## Why squeezing costs more than stretching

When a crystal is scaled without changing its shape, every distance in it grows as the cube root of the volume. A volume change of 6 % is therefore a change of only about 2 % in each bond. Equal steps in volume are also slightly unequal steps in length: the bond shortens a little more on the way down than it lengthens on the way up. If bonds were perfect springs, this geometry alone would make compression dearer than expansion, but only slightly.

The table puts this argument to the test for BiTe, computed with a standard density functional. The cell is a distorted form of rock salt in which each atom has six equal contacts with the other element. Since its shape is held fixed, one bond length describes the whole series. Energies are counted per atom from the minimum of the curve, and a negative pressure means that the crystal is being pulled outwards.

BiTe (space group R-3m) at scaled volumes, with cell shape and fractional coordinates fixed. Quantum ESPRESSO 7.5, non-spin-polarised PBE without dispersion correction or spin–orbit coupling, SSSP 1.3 efficiency pseudopotentials, 748 eV wave cutoff, 7×7×7 k mesh, Fermi–Dirac smearing of 0.05 eV. Energies are counted from the minimum of the fitted curve.

```
volume (Å³/atom)  energy (meV/atom)  pressure (GPa)
           31.70             20.350           3.350
           32.38              8.680           2.080
           33.05              2.070           0.940
           33.72              0.000          -0.080
           34.40              1.990          -0.990
           35.07              7.610          -1.800
           35.75             16.470          -2.520
```

The energy rises on both sides of the minimum, but not equally. The smallest volume costs 20.35 meV per atom and the largest only 16.47 meV, although both lie 6 % from the middle. The pressure tells the same story in another way. Its first step, from 31.70 to 32.38 Å³, is a drop of about 1.3 GPa, while the last is only about 0.7 GPa. The crystal becomes softer as it grows.

### How far a perfect spring goes

Let $r$ be the Bi–Te contact and $r_0=3.252$ Å its length at the energy minimum. A spring has the energy $E=k(r-r_0)^2$, with one constant $k$, here found by least squares from all seven energies. It makes the smallest volume dearer than the largest by 1.3 meV per atom, whereas the calculation gives 3.9 meV. Geometry thus supplies about a third of the asymmetry. The rest must come from the forces between the atoms, which resist shortening more strongly than lengthening. Since all distances scale together, the Bi–Te contact here stands for all of these forces, not for one isolated pair of atoms.

The reason is standard chemistry. When two atoms approach, their filled shells begin to overlap, and the Pauli principle forces electrons into states of higher energy. This repulsion grows steeply, roughly exponentially, as the distance shrinks, while the attraction that holds the atoms together changes more gently. Shortening a bond therefore meets a resistance that builds up ever faster, while lengthening it meets one that builds up ever more slowly. The table shows the resulting lopsided curve; its division into repulsion and attraction is an argument from theory.

### A bond that stiffens

A simple curve with this shape is the Morse form,

$$E=D\left(1-e^{-a(r-r_0)}\right)^2 .$$

The constant $a$ sets how quickly the stiffness of the bond changes with distance, and $D$ sets the energy scale. A least-squares fit to the same seven energies gives $a=1.094$ Å⁻¹ and follows them to about 0.005 meV per atom. The spring, by comparison, misses the two end rows by more than 1 meV.

Such close agreement shows that the curve has a definite curvature and a definite lopsidedness, and little more. Over a 2 % change of bond length, other smooth forms with the same two properties, such as the Birch–Murnaghan equation, would do as well. For the same reason $D$ should not be read as the energy needed to pull the crystal apart. That energy belongs to distances far outside the table.

### From the bond to the bulk modulus

The bulk modulus $B=-V\,dP/dV$ is the resistance to a change of volume $V$ under pressure $P$. Because $V$ grows as $r^3$, a small relative change in volume is three times the relative change in length. The pressure is the downhill slope of the energy, $P=-dE/dV=-(r/3V)\,dE/dr$. Taking one more derivative gives the modulus, and another gives its change with bond length. At the minimum the result is

$$\frac{d\ln B}{d\ln r}=r_0\frac{E'''}{E''}-3 ,$$

where the primes are derivatives with respect to $r$.

This formula separates the two causes. The $-3$ is pure geometry and would be there even for perfect springs. The other term measures how fast the bond itself loses stiffness as it lengthens. For a spring it is zero, and for the Morse curve it is $-3ar_0$, so that the modulus varies near the minimum as

$$B\propto r^{-3(1+ar_0)} .$$

With the fitted numbers, $ar_0=1.094\times3.252=3.56$. The power is then $-3\times(1+3.56)=-13.7$. Lengthening the bonds by 1 % should soften the crystal by about 13 %, of which geometry alone accounts for only 3 %.

The pressures allow a check, since they were computed separately and played no part in the fit. The difference in pressure between neighbouring rows gives a modulus for each interval. It falls from about 60 GPa in the most compressed interval to 38 GPa in the most stretched one, which corresponds to a power of about $-14$. A crystal of perfect springs would lose only a tenth of its modulus over this range, whereas the computed crystal loses more than a third. Energies and pressures come from the same electronic states, so the check shows that the two agree with each other, not that nature does the same.

The same reasoning helps with a neighbouring case. What matters is the product $ar_0$, the bond length measured against $1/a$, the distance over which the stiffness changes markedly. A compact solid with one kind of contact and a similar product should soften at a similar rate. A layered crystal, such as the layered form in which BiTe is known, behaves differently, because pressure first closes the weak gaps between its layers. Such a solid usually starts softer and stiffens faster, and no single bond length describes it.

### The row that seems out of place

At 33.72 Å³ the energy is at its lowest, yet the pressure is −0.08 GPa instead of zero. The minimum of the curve lies so close to this volume that the slope of the energy accounts for only −0.01 GPa. The remainder is not peculiar to this row. In every row the computed pressure lies 0.06 to 0.07 GPa below the one that follows from the Morse curve.

A likely cause is the finite set of plane waves that describes the electrons. At a fixed energy cutoff, a larger cell holds more of these waves, which lowers its energy slightly. The pressure formula keeps their number fixed and so overlooks this small outward push, an error known as Pulay stress. It has the right sign here, and repeating the series with a higher cutoff would test it. Since the shift is nearly the same in all rows, it hardly affects the modulus, and it would displace the volume of zero pressure by only about 0.14 %.

### Using the curve

At the energy minimum the modulus is 48.2 GPa, and it rises by about 4.6 GPa for each GPa of pressure. The absolute value deserves more caution than the trend. The cell could not change its angles, and a crystal free to do so may yield more easily. PBE, on the other hand, tends to make crystals slightly too large and too soft. Spin–orbit coupling, which is strong in bismuth, was left out, and its effect on the stiffness was not tested.

For estimates, the stiffening matters sooner than the small strains suggest. Dividing the highest pressure, 3.35 GPa, by the modulus at the minimum predicts a compression of 7 %, whereas the table has 6 %. The remedy is to use the modulus at half the pressure, $48.2+4.6\times3.35/2\approx56$ GPa, which brings the estimate back to 6 %. The same rule works under tension, where the modulus must be lowered instead of raised, and it reproduces every volume in the table to within about 0.2 %.
